**Hf₂S: two occupation settings to forecast**

In a metal, smearing the occupations makes sums over a finite k mesh smoother, but it also changes the energy. The known rows below should tell how that change grows with width. The two open cases are Fermi-Dirac at 0.5 eV, a very broad setting, and Methfessel-Paxton at 0.01 eV, a nearly sharp one.

Hf₂S (P6₃/mmc, 6 atoms in the cell) at fixed atoms and cell, computed with Ansatz 0.2.0: r2SCAN, plane-wave PAW, scalar-relativistic, no spin polarisation, cutoff 500 eV, k mesh 12×12×4. The reference is Gaussian smearing of 0.1 eV. Energy is extrapolated to zero smearing, pressure is positive in compression, and the force change is the largest over atoms and axes.

| occupation rule | occupation width (eV) | energy less reference (meV/atom) | free energy less reference (meV/atom) | pressure less reference (GPa) | largest force change (eV/Å) |
| --- | --- | --- | --- | --- | --- |
| Fermi-Dirac | 0.02 | 0.157 | 0.906 | -0.01 | 0.00413 |
| Fermi-Dirac | 0.05 | -0.054 | -0.674 | 0.007 | 4.00e-05 |
| Fermi-Dirac | 0.2 | 0.738 | -24.9 | 0.208 | 0.0403 |
| Fermi-Dirac | 0.5 | ? | ? | ? | ? |
| Gaussian | 0.05 | 0.150 | 0.910 | -0.01 | 0.00384 |
| Gaussian | 0.5 | -0.308 | -22.7 | 0.19 | 0.0388 |
| Methfessel-Paxton | 0.01 | ? | ? | ? | ? |
| cold | 0.02 | 0.309 | 1.40 | -0.015 | 0.0191 |
| cold | 0.05 | 0.229 | 1.26 | -0.011 | 0.0133 |
| cold | 0.3 | -0.887 | -1.30 | 0.023 | 0.0244 |
| cold | 0.5 | -6.06 | -3.07 | 0.124 | 0.0883 |
| tetrahedron | 0 | -0.149 | 0.967 | -0.018 | 0.0191 |

**Putting the widths on one scale**

Smearing replaces each electronic level by a small distribution. For a smooth density of states, theory gives a free-energy drop of ½ × g × variance, where g is the density of states at the Fermi level. The variance grows as the width squared, but a Fermi-Dirac distribution is as broad as a Gaussian whose nominal width is 2.57 times larger. Fermi-Dirac 0.2 should therefore resemble Gaussian 0.5, and it does: their free energies are −24.9 and −22.7 meV/atom.

The reference is smeared too, which shifts the zero of the free-energy column. The tetrahedron row has no smearing entropy, so the difference between its two energy entries, 0.967 − (−0.149) ≈ 1.1 meV/atom, is the reference's own drop. This is the main reason why the narrowest settings show positive free energies.

**From Fermi-Dirac 0.2 to 0.5**

If the density of states varies near the Fermi level, a term in the fourth power of the width joins the square term. I take the energy at zero smearing to be the usual mean of the energy with and without the entropy term. The square term cancels in this mean, while the fourth-power term survives with its sign reversed. The two energies of Fermi-Dirac 0.2 then fix both terms.

Measured from the reference's zero-smearing energy, the free energy of that row is −24.9 − 1.1 = −26.0 meV/atom. Its energy error of +0.7 assigns −0.7 to the fourth-power term and leaves −25.3 for the square term. Widening by 2.5 multiplies these by 39 and 6.25, giving about −29 and −158. Adding back the 1.1 gives a forecast of −186 meV/atom.

The weak point is the small number multiplied by 39. Cold 0.02 and tetrahedron, both nearly free of smearing, already differ by about 0.5 meV/atom on this mesh. Pressure and force are slopes of the free energy, so the same powers of the width should appear in them. Their fourth-power parts are unknown, and I scale them by the square law alone. The ranges are judgements:

- energy: +29 meV/atom (0 to 60)
- free energy: −186 meV/atom (−220 to −150)
- pressure: 1.3 GPa (0.9 to 1.8)
- largest force change: 0.26 eV/Å (0.12 to 0.40)

**Methfessel-Paxton at 0.01**

This rule is built so that the square term vanishes, and at so small a width little smearing error would remain anyway. What is left should be the error of filling levels almost sharply on a finite mesh. Cold 0.02, also narrow and also without a square term, is the natural stand-in:

- energy: 0.31 meV/atom (−0.2 to 0.8)
- free energy: 1.40 meV/atom (0.9 to 1.9)
- pressure: −0.015 GPa (−0.03 to 0)
- largest force change: 0.019 eV/Å (0 to 0.04)

The withheld rows as computed:

| occupation rule | occupation width (eV) | energy less reference (meV/atom) | free energy less reference (meV/atom) | pressure less reference (GPa) | largest force change (eV/Å) |
| --- | --- | --- | --- | --- | --- |
| Fermi-Dirac | 0.5 | 32.3 | -202 | 1.29 | 0.393 |
| Methfessel-Paxton | 0.01 | 0.308 | 1.42 | -0.018 | 0.0331 |

**What held and what did not**

All eight values lie within their ranges, though not equally well. For Fermi-Dirac 0.5 the energy error is 32 meV/atom, close to the forecast, but the free energy of −202 lies 16 below it. A larger fourth-power term cannot repair both: matching the energy would bring the free energy only to about −189. At this width the two-term expansion is incomplete, and the good energy forecast does not prove its fourth-power term right.

A square law fitted to the other Gaussian and Fermi-Dirac rows does worse, missing this free energy by 44 meV/atom; the printed output has the details. The same scaling seems to work for the pressure, but the separate stresses of these runs show that the hit is luck. From Fermi-Dirac 0.2 to 0.5 the stress change along c grows only threefold, from 0.96 to 2.85 GPa, while the change in the basal plane turns from −0.17 to +0.51 GPa. Only their average happens to follow the square law.

The computed force change of 0.39 eV/Å is half as large again as forecast. Higher powers of the width may contribute, but the starting value is also doubtful: the 0.040 eV/Å of Fermi-Dirac 0.2 is hardly larger than the 0.033 found for the nearly sharp Methfessel-Paxton setting. Any mesh error in it is multiplied along with the rest.

For Methfessel-Paxton 0.01 both energies agree with the stand-in to about 0.02 meV/atom. The force change, 0.033 instead of 0.019 eV/Å, shows that two nearly sharp settings can agree in energy and still differ in a force. This row does not test the cancellation of the square term, because a Gaussian of that width would lower the free energy by only about 0.01 meV/atom.

The cold rows show better what such a cancellation achieves. At 0.5 eV the cold rule changes the free energy by −3.1 meV/atom, against −22.7 for the Gaussian, yet its force change is more than twice as large. Gaussian 0.5 carries the complementary warning: its energy error is only −0.3 meV/atom, while the pressure has moved by 0.19 GPa and a force by 0.04 eV/Å. Methfessel-Paxton 0.01 moves that force almost as far, which suggests that the k mesh matters here as well as the width. A width meant for relaxing a structure should therefore be checked on the forces and on the stress along each axis, and again on a denser mesh.

The analysis program printed:

```
Smearing term of the reference free energy (meV/atom): 1.116
Density of states implied by that term (states/eV/atom): 0.4464
Gaussian widths equivalent to the four Fermi-Dirac rows (eV): 0.0513, 0.1283, 0.513, 1.283
Energy of cold 0.02 less tetrahedron (meV/atom): 0.458
Fourth-power factor from Fermi-Dirac 0.2 to 0.5: 39.06
Square-law factor for pressure and force changes: 6.457
Free energy ratio of Fermi-Dirac 0.2 to Gaussian 0.5: 1.097
Free energy ratio of Gaussian 0.5 to cold 0.5: 7.394
fit of free_energy_less_reference on 5 rows (plain): coefficient of dw2 -96.59 +/- 1; rms 0.318, worst Gaussian -0.482, leave-one-out rms 0.598
  rows outside the fit (model, value, miss): Fermi-Dirac -157.9, -202, 44.1; Methfessel-Paxton 0.9659, 1.42, -0.454; cold 0.9659, 1.4, -0.434; cold 0.9659, 1.26, -0.294; cold 0.9659, -1.3, 2.27; cold 0.9659, -3.07, 4.04; tetrahedron 0.9659, 0.967, -0.00109
Forecast energy for Fermi-Dirac 0.5 and Methfessel-Paxton 0.01 (meV/atom): 28.83, 0.309
Computed energy for the same two (meV/atom): 32.3, 0.308
Energy forecast less computed (meV/atom): -3.472, 0.001
Forecast free energy for the same two (meV/atom): -185.7, 1.4
Computed free energy for the same two (meV/atom): -202, 1.42
Free energy forecast less computed (meV/atom): 16.3, -0.02
Forecast pressure change for the same two (GPa): 1.343, -0.015
Computed pressure change for the same two (GPa): 1.29, -0.018
Pressure forecast less computed (GPa): 0.05313, 0.003
Forecast largest force change for the same two (eV/Å): 0.2602, 0.0191
Computed largest force change for the same two (eV/Å): 0.393, 0.0331
Force forecast less computed (eV/Å): -0.1328, -0.014
Effective density of states from the four Fermi-Dirac free energies (states/eV/atom): 0.3192, 0.4353, 0.3954, 0.4939
```
